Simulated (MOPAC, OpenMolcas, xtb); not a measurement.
How methods differ on SiH4O2 (SMILES O[SiH2]O)

SiH4O2: 7 atoms, total charge 0, spin state singlet. As SMILES, `O[SiH2]O`. The coordinates come from a GFN2-xTB relaxation. This is one conformer, not always the lowest.

```xyz
7

O    -1.3924   -0.0809    0.2665
Si    0.1235    0.4615    0.0233
O     1.1819   -0.7325   -0.3034
H    -1.8688   -0.5650   -0.4032
H     0.2503    1.2624   -1.1826
H     0.3789    1.1100    1.2983
H     1.3267   -1.4555    0.3010
```

Quantity: the dipole moment, in D. The values are calculated.

```tsv
level	kind	program	value (D)
AM1	semi-empirical	MOPAC	0.76
MNDO	semi-empirical	MOPAC	0.62
GFN0-xTB	semi-empirical	xtb	1.70
GFN1-xTB	semi-empirical	xtb	2.37
HF/3-21G	Hartree–Fock	OpenMolcas	1.23
HF/def2-SVP	Hartree–Fock	OpenMolcas	1.28
HF/def2-TZVP	Hartree–Fock	OpenMolcas	1.23
HF/cc-pVTZ	Hartree–Fock	OpenMolcas	1.21
BLYP/6-31G** (spherical functions)	GGA	OpenMolcas	1.41
TPSS/pcseg-2	meta-GGA	OpenMolcas	1.23
```

The values span 0.62 to 2.37 D. Magnitudes only: a small dipole may point the other way at some levels. Sets without polarisation functions give poor dipoles.

The Hartree-Fock and density-functional dipoles lie close together, from 1.21 to 1.41 D, whereas AM1 and MNDO fall well below them and the two xTB variants well above. The spread probably reflects the way the dipole is built up. In this near-twofold arrangement the hydroxyl hydrogens lie beyond the oxygens, so the O–H bond dipoles, helped by the hydridic Si–H bonds, oppose the strongly polar Si–O bonds along the axis, while the transverse parts largely cancel. The total is then a small difference between larger terms, and modest errors in the charge balance among Si, O and H, as parametrised Hamiltonians can make, change it disproportionately.

The match between HF/3-21G and HF/def2-TZVP, both 1.23 D, suggests compensating errors in the small basis rather than early convergence. BLYP's higher value cannot be assigned to the functional alone, since its basis differs from those of the other levels. Without a correlated wavefunction reference, the agreement between Hartree-Fock and TPSS shows consistency, not accuracy.
